\paragraph{1. Which symmetry does what.}
Use the valley-isotropic basis, $H=\hbar v\,\tau_0\,\boldsymbol\sigma\cdot\mathbf p$ with $\mathbf p$ a wave vector, where the upper component is sublattice A in valley $K$ and B in $K'$. Current conservation and time reversal alone give (Akhmerov and Beenakker, 2008)
\begin{equation}
\Psi=M\Psi,\qquad M=(\boldsymbol\nu\cdot\boldsymbol\tau)(\mathbf n\cdot\boldsymbol\sigma),\qquad \mathbf n\perp\mathbf n_B ,
\end{equation}
with unit vectors $\boldsymbol\nu$, $\mathbf n$ and boundary normal $\mathbf n_B$. Electron-hole symmetry is the assumption examined here. The operator $\Sigma=\tau_z\sigma_z$ reverses $H$, and $[M,\Sigma]=0$ leaves either $\boldsymbol\nu,\mathbf n\parallel\hat z$ (zigzag type) or $\nu_z=n_z=0$ (armchair type). On the lattice the same symmetry decouples the sublattices at $E=0$ and pins the edge modes there. Their density per spin at a minimal edge is $(2/3a)\sin\varphi$ for $0\le\varphi\le30^\circ$ from armchair, which is $0.47$~nm$^{-1}$ at $10^\circ$ for a lattice constant $a\approx0.246$~nm.

\paragraph{2. Dropping it in the Dirac equation.}
Put the sheet at $y>0$. If the valleys project onto different edge momenta, $\boldsymbol\nu=\hat z$ survives, but $\mathbf n=\hat z\cos\theta+\hat x\sin\theta$ may tilt. In valley $K$ the spinor $(\cos\frac\theta2,\sin\frac\theta2)e^{ipx-\kappa y}$ obeys $M$, and it solves $H$ if
\begin{equation}
E=\hbar vp\sin\theta,\qquad \kappa=p\cos\theta>0 .
\end{equation}
The tilt must come from the lattice.

\paragraph{3. Second-neighbour hopping is an edge potential.}
Take hoppings $-t$ (giving $H_0$, $\hbar v=\sqrt3ta/2$) and $-t'$ (giving $H'$). At a minimal edge every edge atom has one dangling bond and every missing atom ends only one, so each second-neighbour pair keeps its common neighbour. Then $H_0^2/t^2$ is the coordination number plus the second-neighbour adjacency matrix, and exactly
\begin{equation}
H'=3t'-\frac{t'}{t^2}H_0^2-t'P ,
\end{equation}
where $P$ projects on two-coordinated atoms. The constant shifts the Dirac energy and $H_0^2$ annihilates zero modes. A single zero mode at Bloch phase $k$ therefore moves to $E=-t'w(k)$ relative to the Dirac energy, with $w=\langle P\rangle$. The second order vanishes because intermediate states at $\pm E_n$ cancel.

\paragraph{4. The edge as a chain.}
Let the period be $m\mathbf a_1+n\mathbf a_2$, $m>n$ coprime, primitive vectors at $60^\circ$, so $L^2=a^2(m^2+mn+n^2)$ and $\tan\varphi=(m-n)/[\sqrt3(m+n)]$. The A site $i\mathbf a_1+j\mathbf a_2$ gets the label $s=mj-ni$, and the B site bonded to A$_s$, A$_{s-n}$, A$_{s+m}$ is B$_s$. Keeping $s\ge0$ on both sublattices gives a minimal edge. A zero mode on A obeys
\begin{equation}
c\,\phi_{s+m}+\phi_s+\phi_{s-n}=0\quad(s\ge0),\qquad \phi_{s<0}=0,\qquad c^n=e^{ik},
\end{equation}
and the edge atoms are A$_0$ to A$_{m-1}$. For $m=n+1$ a mode exists when $m$ roots of $c\lambda^{m+n}+\lambda^n+1$ lie inside the unit circle, and $\phi_s$ is the coefficient of $u^s$ in $1/\prod_{\rm in}(1-\lambda u)$. The edges $(2,1)$ at $10.9^\circ$ and $(3,2)$ at $6.6^\circ$ bracket the setting.

\paragraph{5. The band at the $(2,1)$ edge.}
The mode exists for $2\pi/3<k<4\pi/3$. The three roots sum to zero, so $\phi_0=1$ and $\phi_1=-\mu$, with $\mu$ the outer root. Summing the geometric series in the norm and using $|1+\mu|=|\mu|^3$ gives, for $r=|\mu|^2$,
\begin{equation}
w=\frac{(1+r)(r^4-r^3-r^2-r+1)}{r(r-1)} .
\end{equation}
This vanishes at the projected Dirac points ($r=1.722$) and grows with $r$, which is largest for real $\mu$, at $k=\pi$. There $\mu^3=\mu+1$, $\mu=1.3247$, and $w=(1+\mu^2)/\mu^6=0.510$. The zigzag edge has $w=-1-2\cos k$ with maximum 1.

\paragraph{6. The tilt.}
At the Dirac point scale the roots by the unimodular one. They solve $f(z)=z^{m+n}+\omega z^n+\bar\omega=0$, $\omega=e^{2\pi i/3}$, with $z=1$ a root and $|f'(1)|^2=L^2/a^2$. Let $G(u)=\prod_{\rm out}(1-z u)=\sum_jg_ju^j$ run over the $n$ outer roots. The generating function is $G(u)/(1+\omega u^m+\bar\omega u^{m+n})$, so $\phi_s=g_s$ on the edge atoms. For small $p$ the slowly decaying root dominates the norm, with squared amplitude $|G(1)|^2/|f'(1)|^2$ and $1-|\lambda|^2=2pd$, where $d=\sqrt3a^2/2L$ is the spacing of successive $s$. Hence $w=\beta ap$, and matching $-t'\beta ap$ to $\hbar vp\sin\theta$,
\begin{equation}
\beta=\sqrt3\,\frac La\,\frac{\sum_j|g_j|^2}{|G(1)|^2},\qquad \sin\theta=-\frac{2\beta}{\sqrt3}\,\frac{t'}{t}.
\end{equation}
Zigzag has $G=1$ and $\beta=\sqrt3$. For $(2,1)$, $\beta=\sqrt{21}\times2.722/4.863=2.56$. For $(3,2)$ the outer roots are $-0.846-0.826i$ and $-0.024+1.147i$, and $\beta=\sqrt{57}\times3.70/9.67=2.89$.

\paragraph{7. Size at $10^\circ$.}
Take the typical inputs $t\approx2.8$~eV and $t'\approx0.1t=0.28$~eV, so $\hbar v=0.597$~eV\,nm. Linear interpolation in $\varphi$ gives $\beta\approx2.6$. This is an estimate, since the approximant $(15,8)=7(2,1)+(1,1)$ at $9.97^\circ$ has two or three modes per $k$, among which $P$ must be diagonalised, and the two bracketing values differ by 13\%. Then $\sin\theta\approx-0.30$, and the edge states near the Dirac energy move along the edge at $0.30\,v$, oppositely in the two valleys. To first order no state leaves the band, so $0.47$~nm$^{-1}$ still counts them, but the zero-energy peak is gone. Just below the Dirac energy the edge density of states per spin is
\begin{equation}
\frac{2}{2\pi\hbar v|\sin\theta|}\approx1.8~\mathrm{eV^{-1}nm^{-1}},
\end{equation}
and the $(2,1)$ band reaches down to $-0.510\,t'=-0.14$~eV, against $k_BT=0.026$~eV at 300~K. All energies change sign with $t'$.

\paragraph{8. What was left out.}
The next term is of third order in $t'$. Let $\eta=tH_0^{-1}QP|0\rangle$, which lives on B, with $Q$ projecting out the zero mode $|0\rangle$. Relative to $-t'w$ the term is $(t'/t)^2[\langle\eta|P|\eta\rangle/w+1-w-\langle\eta|\eta\rangle]$. Near the Dirac point $w\to0$, and the B weight of the spinor gives $(t'/t)^2\langle\eta|\eta\rangle\to\sin^2\theta/4$, that is $\langle\eta|\eta\rangle\to\beta^2/3$. For zigzag the bracket is $0+1-1=0$. For $(2,1)$, $\beta^2/3=7(2.722/4.863)^2=2.19$, and a bounded $\eta$ requires $|\eta_0|^2/w=|z'|^2|1-z\bar z'|^2/(1+|z|^2)=0.70$ on the edge atom B$_0$, with $z$ and $z'$ the outer and inner roots of $f$. The relative size is $0.01\times(0.70+1-2.19)\approx-0.005$, so it is the interpolation of $\beta$, not this term, that limits the result to two figures. A potential $V$ on all edge atoms replaces $-t'P$ by $(V-t')P$ and cancels the first-order shift at $V=t'$. Exchange competes as well. The average of $w$ over the $(2,1)$ band is $0.34$, and the band holds $1/3$ of a state per period, so full spin polarisation puts about $0.34/6=0.057$ excess electrons of one spin on each of the two edge A atoms, taken as equal. With a typical Hubbard $U\approx t$, these atoms alone give a mean-field splitting $2.8\times0.51\times0.057\approx0.08$~eV at $k=\pi$, more than half the bandwidth.